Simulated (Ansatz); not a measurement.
The calculation used DFT PBE, scalar-relativistic, plane waves, PAW in Ansatz 0.2.0. All cells share a 420 eV cutoff and Γ-centred k meshes spaced at most about 0.3 Å⁻¹ (about 0.25 or finer for metals, 2π included). No spin polarisation in the final relaxations.

Temperature and zero-point effects are left out.

Two relaxed structures of Zn2GeN2:

A.

Space group P6/mmm (No. 191). a = 4.104 Å, b = 4.104 Å, c = 6.100 Å, α = 90.00°, β = 90.00°, γ = 120.00°
| atom | site | symmetry | x | y | z |
| --- | --- | --- | --- | --- | --- |
| Zn | 2c | -6m2 | 0.3333 | 0.6667 | 0.0000 |
| Ge | 1b | 6/mmm | 0.0000 | 0.0000 | 0.5000 |
| N | 2e | 6mm | 0.0000 | 0.0000 | 0.2122 |

B.

Space group P-6m2 (No. 187). a = 3.950 Å, b = 3.950 Å, c = 5.991 Å, α = 90.00°, β = 90.00°, γ = 120.00°
```json
{"atom": "Zn", "site": "1d", "symmetry": "-6m2", "x": "0.3333", "y": "0.6667", "z": "0.5000"}
{"atom": "Zn", "site": "1e", "symmetry": "-6m2", "x": "0.6667", "y": "0.3333", "z": "0.0000"}
{"atom": "Ge", "site": "1b", "symmetry": "-6m2", "x": "0.0000", "y": "0.0000", "z": "0.5000"}
{"atom": "N", "site": "2g", "symmetry": "3m.", "x": "0.0000", "y": "0.0000", "z": "0.8161"}
```

Problem. Which is lower in energy, and by how much?

Solution. A is lower, by 135 meV/atom. A has space group P6/mmm (No. 191), 17.8 Å³/atom and no gap on its mesh; B has space group P-6m2 (No. 187), 16.2 Å³/atom and no gap. The shortest distance is 1.76 Å (Ge–N) in A and 1.89 Å (Ge–N) in B. The lower one is the more open, so pressure narrows the difference. Even the lower one lies +1.13 eV/atom against the reference forms of the elements (uncorrected), so neither is stable at this level. In A, around Zn lie 3 Zn at 2.37 Å and 6 N at 2.70 Å; around Ge lie 2 N at 1.76 Å; N has 1 Ge at 1.76 Å, 1 N at 2.59 Å and 6 Zn at 2.70 Å. In B, Zn on its first site has 3 Ge at 2.28 Å; Ge has 2 N at 1.89 Å and 3 Zn at 2.28 Å; N has 1 Ge at 1.89 Å, 1 N at 2.20 Å and 3 Zn at 2.53 Å; 1 more site not described. Both come from invented guesses. A third cell relaxed alike, in P-3m1, lies 0.88 eV/atom below the lower of the two.

Cells relaxed within their symmetry can be saddle points.

The preference for A probably reflects how the two layer stackings accommodate Ge and N. In A, Ge sits in a linear N–Ge–N unit with very short, strong bonds, while Zn forms its own honeycomb layer. In B, Ge shares a layer with Zn at a tight 2.28 Å, its bonds to N are longer, and the non-bonded N atoms are pushed to 2.20 Å, which should add repulsion.

Both structures lack normal Zn–N bonding: the listed contacts, 2.70 and 2.53 Å, are far longer than in tetrahedral zinc nitrides, which plausibly explains much of their high energy. The composition is also electron-rich if Ge is tetravalent and N is nitride. The surplus electrons would then occupy Zn–Zn or Zn–Ge states, consistent with the absence of a gap.

The ordering therefore ranks two unfavourable bonding patterns and does not identify a ground state. Even the P-3m1 cell remains above the elements, so the three cells together give no support for a stable compound at this composition.
